The k-mesh error of a pressure is the pressure found with a coarse mesh of electron wave vectors less that found with a fine one, at the same atomic positions. Here it comes from non-spin-polarised PBEsol calculations of one AlNi₂ cell, with an 8x8x6 mesh as the reference. The structure is not relaxed: its atoms are randomly displaced and its cell is slightly strained. The sizeable forces and the pressure near 17 GPa in the reference run come mainly with this structure and are not mesh errors. The PAW potentials were made for PBE rather than PBEsol, which may shift the absolute pressure. They are the same in every row, so they should matter little for the mesh errors. Only the mesh changes from row to row.

Ansatz 0.2.0, PBEsol without spin polarisation, PAW set soft_2, 420 eV cutoff and 0.1 eV Gaussian smearing, for a 6-atom AlNi₂ cell with fixed atoms. The k meshes are Gamma-centred, with 8x8x6 as the reference. Energies are taken at zero smearing, pressure is positive in compression and corrected for the finite cutoff, and the force change is the largest over atoms and axes.

```tsv
k mesh	energy less reference (meV per atom)	pressure less reference (GPa)	largest force change (eV/Å)	pressure (GPa)
1x1x1	658.5	2.071	2.296	18.674
2x2x2	-79.5	-2.279	0.188	14.324
4x4x2	9.7	0.142	0.183	16.745
4x4x4	-2.7	0.020	0.070	16.623
6x6x4	1.6	0.058	0.041	16.661
```

The columns disagree about how bad a single k point is. Going from 1x1x1 to 2x2x2 cuts the energy error about eightfold and the largest force change about twelvefold. The pressure error doesn't shrink at all: it goes from 2.1 to −2.3 GPa. Judged by pressure alone, the single point looks as good as eight.

**Is pressure simply forgiving?**

The tempting explanation is that pressure depends little on the mesh. Pressure, however, is the mean of three diagonal stresses, one for each direction, and the same runs give these separately. With one k point the stress along the long edge c is too high by 51 GPa, while the two stresses in the plane across it are too low by about 22 GPa each. The mean hides almost all of this.

At 2x2x2 the three errors are each between −2.0 and −2.6 GPa. They share a sign, so averaging removes nothing. The two pressure errors, alike in size, therefore describe very different stresses. Taken over all nine stress entries, the root-mean-square error falls fourteenfold between these meshes, much as the force error does. The idea of a forgiving pressure fails.

**Is it the energy error in another form?**

A second explanation is more physical. Squeezing a box shortens the electron waves in it and raises their kinetic energy as $V^{-2/3}$, where $V$ is the volume. If the whole energy error $\Delta E$ behaved in this way, then $P=-dE/dV$ would give a pressure error

$$\Delta P=\frac{2\,\Delta E}{3V}.$$

This formula has no adjustable constant. It gives 6.7 GPa for the single point, three times too much, and −0.8 GPa for 2x2x2, nearly three times too little. It has the right sign in both rows, but it cannot explain why their pressure errors are of equal size. A single energy also carries no direction, and direction is where the large errors lie.

**Why one k point pushes the wrong way**

The third explanation, that errors in different directions cancel, is what the stresses show. Why they oppose each other has to be argued. A single k point at the zone centre admits only waves that repeat exactly from cell to cell. For free electrons the cheapest of these, after the constant wave, run along the longest edge. Electrons that should move in all directions would then be crowded into motion along c, where they push too hard, and too few would be left to push sideways.

A rough count makes this concrete. With the Ni 3d shells taken as full, six outer electrons remain per cell. Treated as free, two of them occupy the constant wave and four the two waves along c, at 6.5 eV each. The first waves in the plane cost twice as much and stay empty. An electron of kinetic energy $\varepsilon$ moving along c adds $2\varepsilon/V$ to the stress in that direction. With $V=6\times10.53=63.2$ Å³ and 1 eV/Å³ equal to 160 GPa,

$$\sigma_c=\frac{2\times4\times6.53\ \text{eV}}{63.2\ \text{Å}^3}\approx0.83\ \text{eV/Å}^3\approx132\ \text{GPa}.$$

A well-sampled gas of six free electrons in the same volume pushes with 46 GPa in every direction. The estimated error is thus $132-46=86$ GPa along c and −46 GPa for each direction in the plane. The calculation gives 51 and about −22 GPa. The signs agree and the sizes are within about a factor of two, although no constant was adjusted to these stresses.

The picture also suggests why the mean comes out small. For free electrons the sum of the three stresses measures the total kinetic energy, and in this count the total is nearly right: four electrons at 6.5 eV hold about 26 eV, against 27 eV in the well-sampled gas. In this picture the motion is misdirected more than it is miscounted. The close match depends on the cell's shape and its number of outer electrons, so another cell need not share it.

The free-electron count has clear limits. Its energy error for the single point is −0.2 eV per atom, whereas the calculation gives +0.66, and it also misses the sign of the small pressure error that remains. At 2x2x2 it correctly predicts that the stress errors drop to a few GPa, but gives the one along c the wrong sign. It leaves out the d bands and the pull of the ions, which may well be the reason. It supports the opposed stresses of the single point and should not be used to correct a pressure.

**What to do about it**

Check the separate stresses before trusting a converged pressure, above all if the cell shape is to be relaxed. The single-point run has about 68 GPa of compression along c and about 6 GPa of tension in the plane. A relaxation that kept this mesh would at first stretch the cell along c and shrink it sideways, a distortion driven mostly by the mesh.

The same trap returns on a smaller scale. By pressure, 4x4x4 looks better than 6x6x4, with an error of 0.02 against 0.06 GPa. Yet each of the two still has one diagonal stress off by about 0.3 GPa, and over all nine entries 6x6x4 is the closer one. Differences this small also depend on the reference mesh, whose own error is unknown. That caution applies equally to the last few meV per atom in the energy, whose error changes sign at every step of the table.

Forces need their own check, and the direction of refinement matters. From 2x2x2 to 4x4x2 only the plane is sampled more finely: the energy error falls from −80 to 10 meV per atom, but the largest force change keeps almost the same size and merely passes to another atom. Doubling the points along c as well then brings it from 0.18 down to 0.07 eV/Å. At 6x6x4 it is still 0.04 eV/Å, and a stricter stopping criterion for the relaxation doesn't remove that error; a finer mesh is needed. The printed analysis below lists the stress errors and both estimates for comparison.

Output of the analysis:

```
Errors of the diagonal stresses in GPa:
    row        xx       yy  zz near c  mean size  percent left in pressure
  1x1x1    -22.84   -21.58      50.63      31.68                     6.536
  2x2x2    -2.622   -2.049     -2.165      2.279                       100
  4x4x2    0.4684   0.3899    -0.4297     0.4293                     33.08
  4x4x4   -0.1246   0.3063    -0.1206     0.1838                     10.88
  6x6x4  -0.02034  -0.1114      0.306     0.1459                     39.75
Pressure error from energy error and full stress error in GPa:
    row  from energy  computed  rms of nine entries
  1x1x1        6.678     2.071                19.89
  2x2x2      -0.8063    -2.279                1.396
  4x4x2      0.09837     0.142               0.3372
  4x4x4     -0.02738      0.02               0.2085
  6x6x4      0.01623     0.058               0.1319
Energy error, 1x1x1 over 2x2x2 (ratio): 8.283
Force error, 1x1x1 over 2x2x2 (ratio): 12.21
Pressure error, 1x1x1 over 2x2x2 (ratio): 0.9087
Rms stress error, 1x1x1 over 2x2x2 (ratio): 14.25
Force error, 2x2x2 over 6x6x4 (ratio): 4.585
Rms stress error, 2x2x2 over 6x6x4 (ratio): 10.58
Energy of the first wave along c (eV): 6.526
Energy of the first wave in the plane (eV): 13.15
Model error at Gamma only, stress along c (GPa): 86.18
Model error at Gamma only, each stress in the plane (GPa): -46.18
Model energy error at Gamma only (meV per atom): -203.2
Model error at 2x2x2, stress along c (GPa): 4.834
Model error at 2x2x2, each stress in the plane (GPa): -5.209
```
